**Q.** You gave me seven Hartree-Fock results for ions of hafnium with the labels taken off, and the list of ions they belong to. The nucleus is the same in all of them, Z = 72. What is there to work with?

Total energies and their parts for hafnium ions from Hf+ to Hf63+, computed with the B-spline radial atomic code version 1 using all-electron non-relativistic Hartree-Fock, averaged over the configuration. The atom is spherical with a point nucleus, at the radial basis-set limit. Vee and Vne are the electron-electron and electron-nucleus energies. Candidates: Hf63+, Hf22+, Hf52+, Hf32+, Hf+, Hf42+, Hf11+.

| row | E total (hartree) | kinetic (hartree) | electron-nucleus (hartree) | electron-electron (hartree) | −Vee/Vne |
| --- | --- | --- | --- | --- | --- |
| A | -9217.535 | 9217.53 | -18926.3 | 491.202 | 0.0260 |
| B | -11790.30 | 11790.3 | -24960.8 | 1380.23 | 0.0553 |
| C | -14126.59 | 14126.6 | -32417.6 | 4164.38 | 0.1285 |
| D | -14320.97 | 14321.0 | -34092.3 | 5450.38 | 0.1599 |
| E | -13774.10 | 13774.1 | -30825.2 | 3276.99 | 0.1063 |
| F | -13177.97 | 13178.0 | -28816.6 | 2460.65 | 0.0854 |
| G | -14284.08 | 14284.1 | -33564.0 | 4995.80 | 0.1488 |

**A.** Start with what the columns are. E total, which I write Eₜₒₜ to keep it apart from row E, is the sum of the kinetic energy T, the electron-nucleus attraction Vne and the electron-electron repulsion Vee, all in hartree. The last column is −Vee/Vne. How many of these five are independent?

**Q.** The kinetic column is E total with the sign changed, to 0.03 hartree or better in every row, which is the rounding. That is the virial theorem for Coulomb forces, and a converged Hartree-Fock atom obeys it by construction. With T = −Eₜₒₜ the sum gives Vee = 2Eₜₒₜ − Vne. So each row holds two independent numbers. I could simply sort by energy, with the most electrons at the most negative value.

**A.** That is a fair argument and we shall need it. But a ranking never tests a value against a prediction. It would come out as neatly if the list held a wrong ion. Look first for a quantity whose absolute size is fixed by the configuration. Add T and Vne.

**Q.** That is the energy the same orbitals would have about a bare nucleus, with the repulsion left out.

**A.** Call it −Z²S, so that S = −(T + Vne)/Z². For truly hydrogenic orbitals each electron gives −Z²/(2n²), and S would equal S₀ = Σ 1/(2n²), summed over electrons with principal quantum number n. A full shell holds 2n² electrons and adds exactly 1. The Hartree-Fock orbitals of one l are orthonormal, and in all seven configurations their occupations never rise with n. The variational principle for the bare-nucleus Hamiltonian then says that no such set can lie below the hydrogenic one, so S ≤ S₀. This is a theorem for the non-relativistic Hamiltonian used here, and nothing in it is fitted. Count the electrons by shell.

**Q.** From the assigned configurations, with the electrons listed for n = 1, 2, 3 and so on:

- Hf63+, [He] 2s2 2p5: 2, 7; S₀ = 1.8750
- Hf52+, [Ar] 3d2: 2, 8, 10; S₀ = 2.5556
- Hf42+, [Ar] 3d10 4s2: 2, 8, 18, 2; S₀ = 3.0625
- Hf32+, [Kr] 4d4: 2, 8, 18, 12; S₀ = 3.3750
- Hf22+, [Kr] 4d10 4f4: 2, 8, 18, 22; S₀ = 3.6875
- Hf11+, [Kr] 4d10 4f12 5s2 5p1: 2, 8, 18, 30, 3; S₀ = 3.9975
- Hf+, [Xe] 4f14 5d1 6s2: 2, 8, 18, 32, 9, 2; S₀ = 4.2078

For row A, T + Vne = 9217.53 − 18926.3 = −9708.8 hartree, and division by 72² = 5184 gives S = 1.8728. The others give B 2.5406, C 3.5284, D 3.8139, E 3.2892, F 3.0167, G 3.7191. Row A is within 0.12 % of the S₀ of Hf63+. Yet its |Eₜₒₜ| is 5 % short of Z²S₀ = 9720 hartree. Why is S so much closer?

**A.** Because the repulsion enters Eₜₒₜ in first order and S only in second. The bare-nucleus energy is stationary at the hydrogenic orbitals, so a small distortion of the orbitals changes it quadratically. The 1/Z expansion at fixed configuration says the same. Write Eₜₒₜ = −Z²S₀ + ZE₁ + E₂ + …, where ZE₁ is the repulsion between hydrogenic orbitals and E₂ the first effect of their relaxing. The Hellmann-Feynman theorem gives Vne = Z dEₜₒₜ/dZ = −2Z²S₀ + ZE₁ + …, with no E₂ term. With T = −Eₜₒₜ, the sum T + Vne is −Z²S₀ − E₂ + …. The large term ZE₁ has cancelled, and S ≈ S₀ + E₂/Z² with E₂ negative.

**Q.** Then I match each S to the nearest S₀. A goes to Hf63+, B to Hf52+, F to Hf42+, E to Hf32+. After that it breaks. C is 0.153 from Hf32+ and 0.159 from Hf22+, so it claims an ion already taken, and both D and G point to Hf22+.

**A.** And for those three rows the nearest S₀ lies below S, which the theorem forbids. The deficit S₀ − S has one sign and grows as screening grows, so nearness is the wrong test. Use the inequality and go by candidates, each ion taking one row.

**Q.** Hf63+ can own only a row with S ≤ 1.8750, and that is A alone. Hf52+ admits A and B, so it takes B. Hf42+ admits A, B and F, so F. Hf32+ adds only E. Hf22+ adds only C, because G at 3.7191 and D at 3.8139 both exceed 3.6875. That leaves D and G for Hf11+ and Hf+, and both rows lie under both limits.

**A.** So of all ways of pairing seven rows with seven ions, two survive, and they differ only in D and G. The narrowest exclusion is G from Hf22+, by 0.032, against a rounding of about 2 × 10⁻⁵ in S. Five rows are forced, provided the list is right and each ion appears once. They are not equally sharp, though. Compare each deficit with what one electron in the outer shell adds to S₀.

**Q.** Row A falls short by 0.0022, and one n = 2 electron is worth 1/8 = 0.125. Row B falls short by 0.0149, and an n = 3 electron is worth 1/18 = 0.056. Row F falls short by 0.0458, more than the 1/32 = 0.031 of an n = 4 electron.

**A.** For A and B, then, S counts the electrons one by one, if the deficit is taken to be as small as second order makes it. One electron fewer would break the bound, and one more would need a deficit several times larger in B and some sixty times larger in A. For F the bound still says something by itself: three full shells give S₀ = 3, and 3.0167 is above that, so the fourth shell has been started. But F, E and C are fixed by elimination among ions ten or eleven electrons apart, and S alone could not tell them from their immediate neighbours in charge.

**Q.** And D and G? They differ by 36.89 hartree in about 14300, and by 0.011 in the last column.

**A.** Here the ranking earns its place. The configuration of Hf11+ is that of Hf+ with 6s2 5d1 5p5 4f2 taken out. Each of these ten electrons is bound to a positive ion, and more tightly as the charge rises, so taking them out raises the energy. The ion with more electrons has the lower Eₜₒₜ. The swapped pairing would also have ten added electrons lowering the repulsion by 454.6 hartree. This is a physical argument and not a strict inequality like the first, but the sign is not in real doubt: D is Hf+ and G is Hf11+. What the values cannot do is confirm the charges themselves. If the list had offered the neutral atom or Hf2+ beside Hf+, S would be silent, since a 5d or 6s electron is worth only 1/50 or 1/72 in S₀ and the deficit of row D is 0.39.

**Q.** Is there an absolute test that works at this end, where the hydrogenic picture is poor?

**A.** The statistical atom is built for many electrons. In the Thomas-Fermi model the potential inside the ion is screened by a function φ(x) of x = r/b, with b = (1/2)(3π/4)^(2/3) Z^(−1/3) bohr, φ″ = φ^(3/2)/x^(1/2) and φ(0) = 1. The density ends at x₀, where −x₀φ′(x₀) = q = 1 − N/Z for N electrons. The potential of the electrons at the nucleus gives Vne = (Z²/b)(φ′(0) + q/x₀). The stationarity condition (5/3)T + Vne + 2Vee = μN, with chemical potential μ = −qZ/(b x₀), and the virial theorem give (7/3)Eₜₒₜ = Vne + μN. For a neutral atom μ = 0, so Vne = (7/3)Eₜₒₜ, Vee = −Eₜₒₜ/3 and −Vee/Vne = 1/7 = 0.1429. Ions lie lower.

**Q.** D at 0.1599 and G at 0.1488 are both above 1/7.

**A.** So the plain model cannot describe them, and it overbinds all seven ions by 16 to 27 % of the Hartree-Fock energy. It puts too much density at the nucleus. The Scott correction repairs that with +Z²/2 in Eₜₒₜ, hence +Z² in Vne and nothing in Vee, and the ratio rises. Dirac exchange, −(3/4)(3/π)^(1/3) ∫ρ^(4/3) d³r taken on the Thomas-Fermi density ρ, is shared between Vne and Vee by the same two theorems and lowers the ratio again. The corrections add, and none has an adjustable constant; the equation was integrated numerically for a grid of ions and interpolated to each N. With both, the model gives 0.1595 for 71 electrons and 0.1495 for 61, and the nearest model value picks the same ion as our reasoning in all seven rows. With Scott alone D would go to Hf11+, and with neither both G and C move one candidate too far towards neutrality.

**Q.** Then the statistical model settles D and G by itself?

**A.** It supports the choice. The two model values are about 6 % apart, while the error in the ratio over the seven rows is 4.2 % (root mean square, relative to the table) and 8.3 % at worst. The close agreement for this pair cannot be taken as the model's accuracy. The curve also flattens towards neutrality: its slope is 0.0005 per electron at N = 71 and 0.0031 at N = 9. Row D lies 0.0004 above the model value for 71 electrons, so reading a charge from it to within one unit is hopeless. Our verdict stands as follows. A and B are sure down to the electron count, provided the deficit is as small as second order makes it. F, E and C are sure given the list. D and G are ambiguous under the bound and decided by the order of the energies. Here are the labels.

The rows with their labels:

| species | Z | charge (e) | electrons | configuration | E total (hartree) | kinetic (hartree) | electron-nucleus (hartree) | electron-electron (hartree) | −Vee/Vne |
| --- | --- | --- | --- | --- | --- | --- | --- | --- | --- |
| Hf+ | 72 | 1 | 71 | [Xe] 4f14 5d1 6s2 | -14320.97 | 14321.0 | -34092.3 | 5450.38 | 0.1599 |
| Hf11+ | 72 | 11 | 61 | [Kr] 4d10 4f12 5s2 5p1 | -14284.08 | 14284.1 | -33564.0 | 4995.80 | 0.1488 |
| Hf22+ | 72 | 22 | 50 | [Kr] 4d10 4f4 | -14126.59 | 14126.6 | -32417.6 | 4164.38 | 0.1285 |
| Hf32+ | 72 | 32 | 40 | [Kr] 4d4 | -13774.10 | 13774.1 | -30825.2 | 3276.99 | 0.1063 |
| Hf42+ | 72 | 42 | 30 | [Ar] 3d10 4s2 | -13177.97 | 13178.0 | -28816.6 | 2460.65 | 0.0854 |
| Hf52+ | 72 | 52 | 20 | [Ar] 3d2 | -11790.30 | 11790.3 | -24960.8 | 1380.23 | 0.0553 |
| Hf63+ | 72 | 63 | 9 | [He] 2s2 2p5 | -9217.535 | 9217.53 | -18926.3 | 491.202 | 0.0260 |

**Q.** All seven agree. I would still like to see where the deficit comes from, in numbers.

**A.** Take a hydrogenic orbital for a screened charge Z − σ. Its kinetic energy is (Z − σ)²/(2n²) and its attraction to the full nucleus is −Z(Z − σ)/n². The sum is −(Z² − σ²)/(2n²), so the deficit in energy is Σ σ²/(2n²), quadratic in the screening as promised. The same calculations give the mean inverse radius ⟨1/r⟩ of each orbital, and for a hydrogenic shape Z − σ = n²⟨1/r⟩. Work Hf63+, where ⟨1/r⟩ is 71.523, 17.151 and 17.103 per bohr for 1s, 2s and 2p.

**Q.** For 1s, σ = 72 − 71.523 = 0.477. For 2s, σ = 72 − 4 × 17.151 = 3.40, and for 2p, σ = 72 − 4 × 17.103 = 3.59. The terms are 2 × 0.477²/2 = 0.23, then 2 × 3.40²/8 = 2.9, then 5 × 3.59²/8 = 8.0 hartree, with σ kept unrounded in the products. The sum is 11.1 to 11.2, and the table gives 9720.0 − 9708.8 = 11.2 hartree.

**A.** The agreement is to about 1 %. With the fuller digits of the run the deficit exceeds the sum by 0.12 hartree, which is more than rounding. Be clear about what it tests. The attraction is reproduced by definition, since Vne is −Z times the summed ⟨1/r⟩. What is tested is that the kinetic energy follows from ⟨1/r⟩ as it would for scaled hydrogenic orbitals, and for this ion it very nearly does. Nothing was fitted. The same sum over all the orbitals of Hf11+ also comes within 1 % of its much larger deficit, so the picture survives strong screening. Look at that ion: the 4f orbital has ⟨1/r⟩ = 2.115, so Z − σ = 16 × 2.115 ≈ 34 and σ ≈ 38, over half the nuclear charge. Such an electron is counted at 1/32 in S₀ but delivers only 1 − (38/72)², about seven tenths, of it. That is why the deficit climbs in every step, from 0.12 % of S₀ in Hf63+ to 6.96 % in Hf11+ and 9.36 % in Hf+, and why the first terms of a series in 1/Z are a poor guide once σ/Z is near one half. For an ion between two rows, count S₀ from the configuration and, since added electrons also screen the others, expect the deficit to grow by more than (σ/Z)² of each added electron's share.

**Q.** The last column falls unevenly. Ten electrons take 0.011 off it between Hf+ and Hf11+, and ten take 0.030 off it between Hf42+ and Hf52+.

**A.** Two things decide a step: how much attraction leaves, and how much repulsion leaves with it. An outer electron at radius r is attracted by Z/r and repelled by roughly the charge inside it over r, so the repulsion lost per unit of attraction lost, s = ΔVee/Δ|Vne|, should be near N/Z. The table gives 0.86, 0.73, 0.56, 0.41, 0.28 and 0.15 for the six steps. At mid-step N/Z is 66/72 = 0.92 for the first and 25/72 = 0.35 for the fifth, and in all six steps s lies 0.05 to 0.08 below it. The sign is what standard physics leads to, because electrons of the same shell screen each other only in part and exchange lowers their repulsion; the effect on s of the contraction of the remaining electrons is not separated here.

If R is the ratio before the step, the definition gives exactly ΔR = −(s − R) Δ|Vne|/|Vne after|. For the first step that is (0.86 − 0.16) × 528.3/33564.0 = 0.011. For the fifth it is (0.28 − 0.085) × 3855.8/24960.8 = 0.030. The near-neutral step removes the most heavily screened electrons, but eight of the ten are far out, and together they carry little of either energy. The fifth step breaks into n = 3, removing 4s2 3d8, and a 3d electron of Hf42+ has ⟨1/r⟩ = 6.41 against 1.12 for the 5p electron of Hf11+.

**Q.** And s exceeds R in every step, so the ratio always falls.

**A.** It exceeds R because much of Vne belongs to a core that feels almost the whole nucleus and hardly responds. In all seven ions the 1s pair gives 2Z⟨1/r⟩ = 10289 to 10299 hartree of attraction. That is 30.7 % of Vne in Hf11+ and 54.4 % in Hf63+.

**Q.** Can the energy steps be checked against anything?

**A.** Against the ionisation energies of the same calculations. The mean cost per electron of a step should lie between the ionisation energies of the ions at its two ends, and it does in all six. From Hf42+ to Hf52+ the mean is 3776 eV, between 2040 and 4788 eV and nearer the upper end because eight of the ten electrons are 3d. From Hf+ to Hf11+ it is 100 eV, between 10 and 209 eV. The 10 eV needs care. That calculation carries a warning that it connects 5d1 6s2 to 5d2, a rearrangement as well as a removal, and it falls 4.3 eV below the tabulated theoretical value of 14.61 eV. The highest occupied level of Hf+ is bound by 12.5 eV, so the lower end of the bracket holds either way, and the columns of the table are not touched.

**Q.** Where does the corrected Thomas-Fermi model fail, now that we know the rows?

**A.** In the repulsion. It has Eₜₒₜ within 1.0 % and Vne within 1.5 % of the table in every row, but Vee is 9.9 % too large for Hf52+, and inverting the ratio gives 18.4 electrons for the true 20. The errors do not run smoothly with N: the ratio is off by +4.3 % at Hf32+, +1.7 % at Hf42+ and +8.3 % at Hf52+. Shell structure, which the model lacks, is my guess at the cause; the Schwinger gradient correction is also left out. Note too that the plain model has the ratio of Hf52+ and Hf63+ within 1 % while its energies are far too low, and that adding Scott alone brings the energies within 2.3 % but doubles the error of the ratio, from 7.1 to 14.0 %. A good ratio can come from errors that cancel.

**Q.** Would the same reasoning identify real hafnium ions?

**A.** It identifies rows of this calculation. At Z = 72 relativity is large: the first-order Darwin term alone is 1574 to 1612 hartree, opposed by the mass-velocity term, so neither S₀ nor the virial theorem in this form carries over. The spin-orbit constant of 2p in Hf63+, about 25 hartree, is more than twice the deficit we just explained. The order of Hf+ and Hf11+ is safer, because these corrections sit mostly in the shared core: the Darwin term differs by 0.51 hartree between them. Even so, the 4s ionisation energy of Hf42+ is 119 eV below the tabulated theoretical 2159 eV, the direction expected when the relativistic binding of an s electron is missing.

Correlation is absent too, and only Hf42+ is a closed shell; the other six rows are averages over a configuration and not levels. The configurations were assigned and need not be the lowest at this level. In Hf11+ the 4f level at −8.81 hartree has two vacancies and lies below 5s at −8.62 and 5p at −7.70, though orbital energies do not decide which configuration is lowest. Moving two n = 5 electrons into 4f would raise S₀ by 2 × (1/32 − 1/50) = 0.02, small beside the spacing of 0.2 or more between the candidates. The bound needs only the configuration that was actually computed, and for that it holds whether the state is the lowest or not.
